## Which gaps does a singlet-triplet mixture have, and why is Li₂Pd₃B nodeless?

Papers on superconductors without an inversion centre write $\hat\Delta=(\psi+d\,\mathbf g\cdot\boldsymbol\sigma)i\sigma_y$, say that only $\mathbf d\parallel\mathbf g$ survives spin-orbit coupling, and get line nodes at $\sin\theta=\psi/d$. Li₂Pd₃B has no inversion centre and is called fully gapped. Is there a model small enough to solve by hand that shows where these statements come from, and does the $\sin\theta$ formula apply to this compound?

---

## Answer

One pair of momenta $(\mathbf k,-\mathbf k)$ with spin is enough. It gives a $4\times4$ Bogoliubov-de Gennes matrix with a closed-form spectrum for any direction of $\mathbf d$. The $\sin\theta$ formula belongs to $C_{4v}$, while Li₂Pd₃B is cubic, so I treat both.

### The four-level model

The normal state is $h(\mathbf k)=\xi+\boldsymbol\gamma\cdot\boldsymbol\sigma$, with $\xi$ measured from the chemical potential and $\boldsymbol\gamma=\alpha\,\mathbf g(\mathbf k)$. Time reversal makes $\mathbf g$ odd in $\mathbf k$. I normalise $\max|\mathbf g|=1$ on the Fermi surface, so $\alpha>0$ is an energy. The helicity bands $\xi_\lambda=\xi+\lambda|\boldsymbol\gamma|$, $\lambda=\pm1$, are split by $2|\boldsymbol\gamma|$. The gap matrix is $\hat\Delta=(\psi+\mathbf d\cdot\boldsymbol\sigma)i\sigma_y$, with $\psi$ even and $\mathbf d$ odd by Fermi statistics, both real for now. In the basis $(c_{\mathbf k\uparrow},c_{\mathbf k\downarrow},c^\dagger_{-\mathbf k\uparrow},c^\dagger_{-\mathbf k\downarrow})$,

$$H=\begin{pmatrix}h(\mathbf k)&\hat\Delta\\ \hat\Delta^\dagger&-h^T(-\mathbf k)\end{pmatrix}.$$

Rotate the hole block with $U=\mathrm{diag}(1,i\sigma_y)$. Since $\sigma_y\boldsymbol\sigma^T\sigma_y=-\boldsymbol\sigma$ and $\boldsymbol\gamma(-\mathbf k)=-\boldsymbol\gamma(\mathbf k)$,

$$UHU^\dagger=\tau_3(\xi+\boldsymbol\gamma\cdot\boldsymbol\sigma)+\tau_1(\psi+\mathbf d\cdot\boldsymbol\sigma),$$

with $\tau_i$ the Pauli matrices in particle-hole space. In this basis an electron in $|\mathbf k,\lambda\rangle$ and a hole in its time-reversed partner carry the same spinor, and that partner lies at $-\mathbf k$ in the same helicity band. The matrix elements of $\psi+\mathbf d\cdot\boldsymbol\sigma$ between helicity spinors therefore sort the pairing. The diagonal ones, $\psi+\lambda\,\mathbf d\cdot\hat{\mathbf g}$, pair within a band. The off-diagonal one has modulus $|\mathbf d_\perp|$, the part of $\mathbf d$ perpendicular to $\mathbf g$, and pairs across the bands.

### Closed-form spectrum

Square the matrix, using $\tau_3\tau_1=i\tau_2$ and $[\boldsymbol\gamma\cdot\boldsymbol\sigma,\mathbf d\cdot\boldsymbol\sigma]=2i(\boldsymbol\gamma\times\mathbf d)\cdot\boldsymbol\sigma$:

$$(UHU^\dagger)^2=S+2(\xi\boldsymbol\gamma+\psi\mathbf d)\cdot\boldsymbol\sigma-2\tau_2(\boldsymbol\gamma\times\mathbf d)\cdot\boldsymbol\sigma,\qquad S=\xi^2+\gamma^2+\psi^2+|\mathbf d|^2,$$

where $\gamma=|\boldsymbol\gamma|$. The vectors $\xi\boldsymbol\gamma+\psi\mathbf d$ and $\boldsymbol\gamma\times\mathbf d$ are orthogonal, so the last two terms anticommute and

$$E^2=S\pm2\sqrt{|\xi\boldsymbol\gamma+\psi\mathbf d|^2+|\boldsymbol\gamma\times\mathbf d|^2}.$$

**Parallel case, $\mathbf d=d\,\mathbf g$.** The cross product vanishes and the matrix splits into two BCS problems:

$$E_\lambda^2=(\xi+\lambda\alpha|\mathbf g|)^2+\Delta_\lambda^2,\qquad\Delta_\lambda=\psi+\lambda d|\mathbf g|.$$

On the Fermi sheet $\xi_\lambda=0$ the gap is $|\psi+\lambda d|\mathbf g||$ for every $\alpha$. This is the general statement, and in the model it holds without approximation.

**Perpendicular case, $\mathbf d\perp\mathbf g$.** The lower branch is $E^2=S-2\sqrt{\xi^2\gamma^2+(\psi^2+\gamma^2)d_\perp^2}$. Its derivative with respect to $\xi^2$ vanishes where the root equals $\gamma^2$, at $\xi^2=\gamma^2-(\psi^2+\gamma^2)d_\perp^2/\gamma^2$. When this is positive, which holds for $\gamma$ large against the gaps,

$$E_{\min}=|\psi|\sqrt{1-d_\perp^2/\gamma^2}.$$

So $d_\perp$ opens no gap on the Fermi sheets. For $\psi=0$ the branches are $E=|\sqrt{\xi^2+d_\perp^2}\pm\gamma|$, which are gapless once $\gamma>d_\perp$.

The energy balance shows why such a state is lost. Take $\psi=0$, $T=0$, uniform pairing, constant $\gamma$ and $d_\perp$, and a constant density of states $N$ per spin. For $\gamma<d_\perp$ the sum of the two branches is $2\sqrt{\xi^2+d_\perp^2}$, so the gapped state keeps its BCS energy $-Nd_\perp^2/2$, counted from the normal state at $\gamma=0$. The normal state meanwhile gains

$$N\int d\xi\,\Big[\tfrac12\big(|\xi+\gamma|+|\xi-\gamma|\big)-|\xi|\Big]=N\gamma^2 .$$

The gapped perpendicular state loses at $\gamma=d_\perp/\sqrt2$, the balance known from the Chandrasekhar-Clogston limit. In the parallel case $\gamma$ only shifts $\xi$ in each band, so paired and normal states gain equally.

### Two conditions behind the formula

First, $\psi$ and $\mathbf g\cdot\boldsymbol\sigma$ are both invariant under the point group acting on $\mathbf k$ and spin together. The Ginzburg-Landau energy may then contain $\mathrm{Re}(\psi^*d)$, which mixes the two amplitudes and, near $T_c$, sets their relative phase to $0$ or $\pi$. With a general phase $\chi$ one finds $|\Delta_\lambda|^2=\psi^2+d^2|\mathbf g|^2+2\lambda\psi d|\mathbf g|\cos\chi$, which has no zero for $\psi\neq0$ unless $\sin\chi=0$. I take $\psi,d>0$, so any node sits on the $\lambda=-1$ sheet. Opposite signs move it to the other sheet.

Second, symmetry allows $\psi$ and $d$ to carry invariant functions of $\mathbf k$. Constant $\psi$ and $d$ are the simplest choice. The node condition is then $|\mathbf g(\mathbf k)|=\psi/d$ on that sheet, and a surface of nodal directions is cut out only if

$$\min|\mathbf g|<\psi/d<\max|\mathbf g|=1 .$$

For $\psi>d$ both sheets are gapped whatever the form of $\mathbf g$, and the smallest gap is $\psi-d$.

### Rashba, $C_{4v}$

On a spherical Fermi surface $\mathbf g=(\hat k_y,-\hat k_x,0)$ and $|\mathbf g|=\sin\theta$, which runs from 0 to 1. For $d>\psi$ there are two nodal circles, at $\theta_0=\arcsin(\psi/d)$ and $\pi-\theta_0$. They merge on the equator at $d=\psi$. An illustrative $\psi/d=0.8$ gives $53.1^\circ$ and $126.9^\circ$. Near a circle $|\Delta_-|\simeq d\cos\theta_0\,|\theta-\theta_0|$. Averaging $\mathrm{Re}\,E/\sqrt{E^2-\Delta_-^2}$ over angles gives $\tfrac12\sin\theta_0\cdot\pi E/(d\cos\theta_0)$ per circle. Relative to the normal density of states of that sheet, $N_-(E)/N_-^{\rm n}\simeq\pi\tan\theta_0\,E/d$ at low $E$, which is $4.19\,E/d$ here.

### Cubic, point group $O$

Li₂Pd₃B has space group $P4_332$ and point group $O$, which contains proper rotations only, so $\mathbf g$ transforms like $\mathbf k$. The lowest term, $\mathbf g=\hat{\mathbf k}$, has $|\mathbf g|=1$ everywhere and gives no line nodes. For $d>\psi$ the whole $\lambda=-1$ sheet has a full gap of reversed sign. Lines need cubic anisotropy. On a unit sphere the next allowed term gives

$$g_i=\hat k_i\,(1-a+a\hat k_i^2),\qquad|\mathbf g|^2=\sum_if(u_i),\quad f(u)=u(1-a+au)^2,\quad u_i=\hat k_i^2 .$$

For $0\le a\le1$, $f''=4a(1-a)+6a^2u\ge0$. A symmetric convex function on the triangle $\sum u_i=1$ is largest at the corners and smallest at the centre. Hence $|\mathbf g|=1$ along $[100]$ is the maximum and $1-2a/3$ along $[111]$ is the minimum, with $1-a/2$ along $[110]$. Line nodes exist only for $1-2a/3<\psi/d<1$. In the plane $k_z=0$, with $\varphi$ measured from $[100]$, $|\mathbf g|^2=1-(a-a^2/4)\sin^22\varphi$.

### Numbers for a Li₂Pd₃B-like case

The inputs are a typical $T_c\approx7$ K, so $k_BT_c=0.603$ meV, and a typical largest band splitting $2\alpha\approx30$ meV, so $\alpha=15$ meV. I assume $\psi=1.2$ meV, chosen so that $2\psi/k_BT_c=3.98$ reproduces the typical gap ratio near 4. The values $d=0.3$ meV and $a=0.6$ are assumed for illustration, giving $\psi/d=4$.

| direction | $\lvert\mathbf g\rvert$ | $\Delta_+$ (meV) | $\Delta_-$ (meV) |
|---|---|---|---|
| $[100]$ | 1.0 | 1.50 | 0.90 |
| $[110]$ | 0.7 | 1.41 | 0.99 |
| $[111]$ | 0.6 | 1.38 | 1.02 |

Along $[100]$ at $\xi=+15$ meV, on the $\lambda=-1$ sheet, the four eigenvalues of $H$ are $\pm0.90$ and $\pm30.04$ meV. The model's smallest gap, 0.90 meV, corresponds to 10.4 K, so the quasiparticle density is activated at low temperature. The mean of $\Delta_+$ and $\Delta_-$ equals $\psi$ in every direction, so the overall gap scale is an input and only the spread about it comes from $d$ and $a$.

Now turn the same 0.3 meV triplet vector perpendicular to $\mathbf g$ along $[100]$. The parallel vector moved the gaps by 25 % of $\psi$. The perpendicular one gives $E_{\min}=1.1998$ meV, a change of 0.02 %. A purely perpendicular gap of 1.2 meV would be lost at $\gamma=0.85$ meV, and $\alpha$ is about 18 times larger.

For contrast, set $\psi/d=0.8$ at $a=0.6$. This lies in the window $0.6<\psi/d<1$ and above the $[110]$ value, so six nodal rings enclose the $\langle100\rangle$ directions. They cross the plane $k_z=0$ where $\sin^22\varphi=0.36/0.51$, at $\varphi=28.6^\circ$. For $\psi/d<0.6$ the rings are gone and both sheets are gapped with opposite signs. Triplet dominance is thus necessary for nodes in this model, but in a cubic crystal it is not sufficient.

### What is exact and what is not

The spectrum is exact for the mean-field Hamiltonian at each $\mathbf k$. The angles assume that $\mathbf g$ depends on direction only. If instead $\mathbf g\propto|\mathbf k|$ with a parabolic band, the sheets move by $\delta k/k_F\simeq\alpha|\mathbf g|/2E_F$. For an assumed $E_F=0.5$ eV this is at most 1.5 %, which shifts the Rashba circle above by $0.9^\circ$ and is negligible against $\psi/d=4$. The real compound has several non-spherical Fermi sheets, and the model doesn't compute $\psi/d$, which depends on the pairing interaction. What carries over is the criterion: a sheet has nodes where $\psi(\mathbf k)+\lambda\,\mathbf d(\mathbf k)\cdot\hat{\mathbf g}(\mathbf k)$ changes sign, and a singlet part larger than $|\mathbf d|$ everywhere rules that out.